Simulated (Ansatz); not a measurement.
## A series in volume per atom on TiN

All results are calculated (Ansatz 0.2.0). Periodic Kohn-Sham DFT of a crystal at fixed atoms; pressure and stress are positive in compression; the energy is the free energy less that of spherical unpolarised free atoms; site moments are those in the method's own spheres, positive along +z.

Cell of the first row (space group Fm-3m, No. 225):
```
CELL_PARAMETERS angstrom
0.00000 2.07870 2.07870
2.07870 0.00000 2.07870
2.07870 2.07870 0.00000
ATOMIC_POSITIONS crystal
Ti 0.00000 0.00000 0.00000
N 0.50000 0.50000 0.50000
```

Settings of every row: method all-electron LAPW; functional PBEsol; relativity scalar; k mesh 17x17x17; filling fermi-dirac; smearing width 0.05 eV; basis error target 0.5 meV/atom; nucleus gaussian.

Atom start moment: 0 on all atoms.

| row | volume per atom (Å³) | energy less free atoms (eV/atom) | pressure (GPa) |
| --- | --- | --- | --- |
| 1 | 8.982 | -9.8387 | 10.784 |
| 2 | 9.173 | -9.8474 | 3.818 |
| 3 | 9.364 | -9.8481 | -2.435 |
| 4 | 9.46 | -9.8458 | -5.317 |
| 5 | 9.555 | -9.8418 | -8.048 |
| 6 | 9.651 | -9.8362 | -10.635 |
| 7 | 9.746 | -9.8291 | -13.087 |
| 8 | 9.937 | ? | ? |
| 9 | 10.128 | -9.7873 | -21.664 |

Question: what energy less free atoms and pressure should row 8 give?

Worked fit of energy less free atoms. Take u = (V_r/V)^(2/3) − 1 with V_r = 9.5075 Å³ an atom, which is twice the finite (Eulerian) strain; such expansions in the strain, on which the Birch-Murnaghan equation of state is built, carry the rest volume and the bulk modulus. The shown rows have u = 0.03863, 0.02417, 0.01019, 0.00334, -0.00332, -0.00994, -0.01638, -0.04127. Least squares give energy less free atoms = −9.844 − 0.5994 × u + 18.919 × u² + 3.7 × u³ eV/atom; a parabola predicts inner rows, each left out in turn, worse (root mean square 6.4e-05 against 3.6e-05 eV/atom). All shown rows lie on it to the printed digit. Its lowest point lies at u = 0.0158, or V = 9.287 Å³ an atom, and the curvature there gives the bulk modulus at fixed shape and fractions, B = (4/9)(1 + u)² E″(u)/V = 302 GPa. The withheld row has u = -0.02903, so the fit gives −9.844 − 0.5994 × (-0.02903) + 18.919 × (-0.02903)² + 3.7 × (-0.02903)³ = -9.8107 eV/atom.

The calculation gave -9.8108 eV/atom. The fit lies 0.0001 eV/atom (0.16 % of the column's range) above it, one unit of the last digit.

Worked fit of pressure. Take u = (V_r/V)^(2/3) − 1 with V_r = 9.5075 Å³ an atom, which is twice the finite (Eulerian) strain; such expansions in the strain, on which the Birch-Murnaghan equation of state is built, carry the rest volume and the bulk modulus. The shown rows have u = 0.03863, 0.02417, 0.01019, 0.00334, -0.00332, -0.00994, -0.01638, -0.04127. Least squares give pressure = −6.7005 + 408.79 × u + 1124.47 × u² GPa; a straight line predicts inner rows, each left out in turn, worse (root mean square 0.54 against 0.017 GPa). The rows lie off it by 0.015, -0.019, -0.017, 0.006, -0.003, 0.018, 0.008, -0.008 (root mean square 0.013 GPa). The pressure vanishes at u = 0.0157, or V = 9.288 Å³ an atom, and there the bulk modulus at fixed shape and fractions is B = −V dP/dV = (2/3)(1 + u) dP/du = 301 GPa. The withheld row has u = -0.02903, so the fit gives −6.7005 + 408.79 × (-0.02903) + 1124.47 × (-0.02903)² = -17.620 GPa.

The calculation gave -17.608 GPa. The fit lies 0.012 GPa (0.037 % of the column's range) below it; its largest miss of a shown row is 0.019 GPa.
